Question

I am comparing isomers by their energies, in kcal/mol. Each value is the second isomer less the first, so a negative one means that the second lies lower. The relaxing level is PBE0 and the highest level is CCSD(T).

Calculated values. Energy of the second isomer less the first for neutral, isolated molecules, from Ansatz 0.2.0 and xtb 6.7.1. Each isomer is at its lowest conformer found, relaxed with PBE0-D4/def2-TZVP; the highest level is CCSD(T)/def2-TZVP. Free energies combine CCSD(T) energies with PBE0-D4/def2-TZVP thermal terms at 298.15 K.

```
      system  first multiplicity  second multiplicity                         first isomer                              second isomer  at hartree fock (kcal/mol)  at mp2 (kcal/mol)  at relaxing level (kcal/mol)  at highest level (kcal/mol)  zero point difference (kcal/mol)  free energy difference (kcal/mol)
 C2H5Ga #a8c                   1                    1  CH2(1) CH3(2) Ga(3); links 1-3, 2-3        CH3(1) CH2(2) Ga(3); links 1-2, 2-3                      -37.68             -23.72                        -29.66                       -27.17                             3.030                             -23.04
 C2H5Ga #7e9                   1                    1  CH2(1) CH3(2) Ga(3); links 1-3, 2-3       CH(1) CH2(2) GaH2(3); links 1-2, 1-3                      -24.65              -9.97                        -11.42                       -12.97                            -1.910                             -13.53
  BH2N2 #4a4                   2                    2     BH2(1) N(2) N(3); links 1-2, 2-3           B(1) NH(2) NH(3); links 1-2, 1-3                       -4.95              -0.51                         -3.81                        -1.63                             0.540                              -1.09
  BH2N2 #aea                   2                    2     BH2(1) N(2) N(3); links 1-2, 2-3           B(1) N(2) NH2(3); links 1-2, 1-3                       -3.01               1.89                          5.47                         5.77                             2.770                               8.51
  BH2N2 #81b                   2                    2     B(1) NH(2) NH(3); links 1-2, 1-3           B(1) N(2) NH2(3); links 1-2, 1-3                        1.93               2.40                          9.28                         7.40                             2.230                               9.61
 C2H5Ga #01f                   1                    1  CH3(1) CH2(2) Ga(3); links 1-2, 2-3       CH(1) CH2(2) GaH2(3); links 1-2, 1-3                       13.03              13.75                         18.24                        14.19                            -4.940                               9.52
CH4AlCl #ac8                   1                    1  CH3(1) AlH(2) Cl(3); links 1-2, 2-3  CH2(1) AlH2(2) Cl(3); links 1-2, 1-3, 2-3                       58.66              57.24                         54.92                        55.51                            -1.580                              55.72
```

My questions, from simple to harder:

1. Why is the CH4AlCl gap so large?
2. Which C2H5Ga isomer wins, and would another metal change that?
3. Does electron correlation simply favour the isomer with more multiple bonds?
4. Which cheaper level follows CCSD(T) best?
5. PBE0 almost hits CCSD(T) in #aea. Is it that accurate?
6. Why is the free-energy gap in #01f so much smaller than the electronic one?
7. Which digits can I trust, and would a larger basis matter?

Answer

1. The first isomer is CH3–AlH–Cl. To reach the second, chlorine has to bond to carbon and a hydrogen has to move from carbon to aluminium. A strong, polar Al–Cl bond and a strong C–H bond are thus traded for a weaker C–Cl bond and a weaker Al–H bond. The links still join chlorine to aluminium, so part of the Al–Cl attraction survives, yet the cost is 55.5 kcal/mol. The four electronic levels agree within 4 kcal/mol, as is plausible when both isomers hold their electrons in ordinary single bonds and lone pairs.

2. Of the three isomers compared, ethylgallium, CH3–CH2–Ga, is the lowest. At CCSD(T), vinylgallane (H2C=CH–GaH2) lies 14.2 kcal/mol above it and H2C=Ga–CH3 lies 27.2 above it. The chemical reason is that gallium in ethylgallium has oxidation state +1 and keeps its 4s electrons as a lone pair. Vinylgallane gives up that pair and two strong C–H bonds, and gets two rather weak Ga–H bonds and a C=C π bond in return. H2C=Ga–CH3 gives up the lone pair and a C–C bond, and gets a second Ga–C σ bond and a weak C=Ga π bond in return. The gallium runs at the relaxing level leave out scalar relativity, which would stabilise the 4s pair and so probably favour ethylgallium a little more.

The +1 state becomes more favourable down group 13, so with indium or thallium the ethyl isomer should win by more. Aluminium prefers the +3 state more strongly than gallium does, so there the lead over the vinyl isomer should shrink and might vanish. Alkylgallium compounds are precursors for semiconductor films. These gaps say which isolated fragment is more stable, but nothing about how fast it forms or how it behaves on a surface.

3. No, and the gallium set shows it. Going from Hartree-Fock to CCSD(T) favours H2C=Ga–CH3 by 10.5 kcal/mol over ethylgallium and by 11.7 over vinylgallane. Vinylgallane has a double bond too, while ethylgallium has none, yet correlation shifts the gap between these two by only 1.2.

What matters more, I would argue, is how weak the π bond is. The π orbitals of carbon and gallium differ in size and overlap poorly, so the empty antibonding orbital is not pushed far above the filled bonding one. The two π electrons can then avoid each other by mixing in that empty orbital, which Hartree-Fock does not allow. MP2 overshoots in both rows with this isomer, which fits the picture, since its correction grows as orbital gaps shrink. The BH2N2 rows fit it poorly, however. There correlation favours H2B–N–N by 3.3 kcal/mol over HN–B–NH and by 8.8 over N–B–NH2, although its N–N multiple bond is strong, with a tight-binding bond order of 2.4. A weak π bond is thus at most part of the story. The table does not test this explanation directly, and the PBE0 run on this isomer was not searched for a lower electronic state.

4. PBE0, though by less than a first look suggests. It is nearest to CCSD(T) in five of the seven pairs, with a mean absolute error of 1.9 kcal/mol against 2.7 for MP2 and 6.3 for Hartree-Fock. For the closed-shell pairs PBE0 and MP2 are equally good, at about 2.2. The lead of PBE0 comes from the BH2N2 radicals.

There MP2 can fail badly: in #81b it supplies only 9% of the shift from Hartree-Fock to CCSD(T). A likely cause is spin contamination, the mixing of higher spin states into the Hartree-Fock wavefunction on which MP2 builds. A pure doublet has ⟨S²⟩ = 0.75. For HN–B–NH, the first isomer of #81b, PBE0 gives 0.78, but Hartree-Fock in a minimal basis gives 0.96. If the larger basis behaves alike, and if the second isomer, for which I have no value, is less contaminated, MP2 places this isomer too high and makes the gap too small, as the table has it. CCSD(T) usually starts from the same kind of wavefunction. It is much less sensitive to contamination but not immune, so it is a less certain yardstick for these radicals than for the closed-shell pairs.

5. No, two errors cancel. The three BH2N2 rows connect only three isomers, so #aea is the sum of #4a4 and #81b, and the errors of PBE0 against CCSD(T) add in the same way:

−2.18 + 1.88 = −0.30 kcal/mol

PBE0 places both H2B–N–N and N–B–NH2 about 2 kcal/mol too high relative to HN–B–NH. Compare the first two with each other and the shared error drops out. A fairer idea of the risk comes from #01f, where PBE0 misses by 4 kcal/mol.

6. Practically all of the change is zero-point energy, the vibrational energy that remains even at absolute zero. On the way from ethylgallium to vinylgallane, two hydrogens move from carbon to gallium. A Ga–H bond is softer than a C–H bond, so it vibrates more slowly and holds less zero-point energy. With rough stretching wavenumbers of 2900 cm⁻¹ for C–H and 1900 cm⁻¹ for Ga–H, and half a quantum in each of the two bonds, the change is

2 × ½ × (1900 − 2900) cm⁻¹ = −1000 cm⁻¹ ≈ −3 kcal/mol

The table has −4.9. The estimate uses nothing from the table and gets the sign and the order of magnitude; hydrogens on gallium also bend more easily, which it ignores.

Row #a8c shows where such counting fails. Both isomers have five C–H bonds, so the estimate would be zero, but the table has +3.0. Here the C–H stretches should change little, and the slower motions probably decide. In H2C=Ga–CH3 both carbon groups hang on a heavy gallium atom and rock easily, whereas ethylgallium has a stiffer C–C frame.

7. Trust the hundredths only as arithmetic. A triple-zeta basis can easily leave an error of a kcal/mol or more in a CCSD(T) gap, because correlation energy converges slowly with basis size. A larger basis should therefore move the MP2 and CCSD(T) columns more than the Hartree-Fock and PBE0 columns.

For CH4AlCl this is harmless. For #4a4 it is not: the CCSD(T) gap is only −1.6 kcal/mol, and Hartree-Fock and MP2 differ there by 4.4. All four levels in the table put HN–B–NH below H2B–N–N, but I would call the two close in energy and leave their order open. Each isomer also stands at the lowest conformer found, which is not proven to be the lowest. In #aea even the sign depends on the level: Hartree-Fock gives −3.0 and CCSD(T) +5.8, so Hartree-Fock alone would pick the wrong isomer.

The output below lists the errors, the correlation shifts and the thermal parts for each pair.

The analysis program printed:

```
Errors against CCSD(T) and correlation shifts in kcal/mol:
           row  HF error  MP2 error  PBE0 error  MP2 less HF  CCSD(T) less HF
   C2H5Ga #a8c    -10.51       3.45       -2.49        13.96            10.51
   C2H5Ga #7e9    -11.68          3        1.55        14.68            11.68
    BH2N2 #4a4     -3.32       1.12       -2.18         4.44             3.32
    BH2N2 #aea     -8.78      -3.88        -0.3          4.9             8.78
    BH2N2 #81b     -5.47         -5        1.88         0.47             5.47
   C2H5Ga #01f     -1.16      -0.44        4.05         0.72             1.16
  CH4AlCl #ac8      3.15       1.73       -0.59        -1.42            -3.15
Thermal shift of the gap in kcal/mol:
           row  free energy less electronic  zero-point part  remainder
   C2H5Ga #a8c                         4.13             3.03        1.1
   C2H5Ga #7e9                        -0.56            -1.91       1.35
    BH2N2 #4a4                         0.54             0.54          0
    BH2N2 #aea                         2.74             2.77      -0.03
    BH2N2 #81b                         2.21             2.23      -0.02
   C2H5Ga #01f                        -4.67            -4.94       0.27
  CH4AlCl #ac8                         0.21            -1.58       1.79
Mean absolute error of HF, all pairs (kcal/mol): 6.296
Mean absolute error of MP2, all pairs (kcal/mol): 2.66
Mean absolute error of PBE0, all pairs (kcal/mol): 1.863
Largest absolute error of HF (kcal/mol): 11.68
Largest absolute error of MP2 (kcal/mol): 5
Largest absolute error of PBE0 (kcal/mol): 4.05
Mean absolute error of MP2, singlets (kcal/mol): 2.155
Mean absolute error of PBE0, singlets (kcal/mol): 2.17
Mean absolute error of MP2, doublets (kcal/mol): 3.333
Mean absolute error of PBE0, doublets (kcal/mol): 1.453
Number of pairs where PBE0 is nearest to CCSD(T): 5
Share of the correlation shift that MP2 gives in BH2N2 #81b (percent): 8.592
Spread between HF and MP2 in BH2N2 #4a4 (kcal/mol): 4.44
Rough zero-point change from two C-H to two Ga-H stretches (kcal/mol): -2.859
```
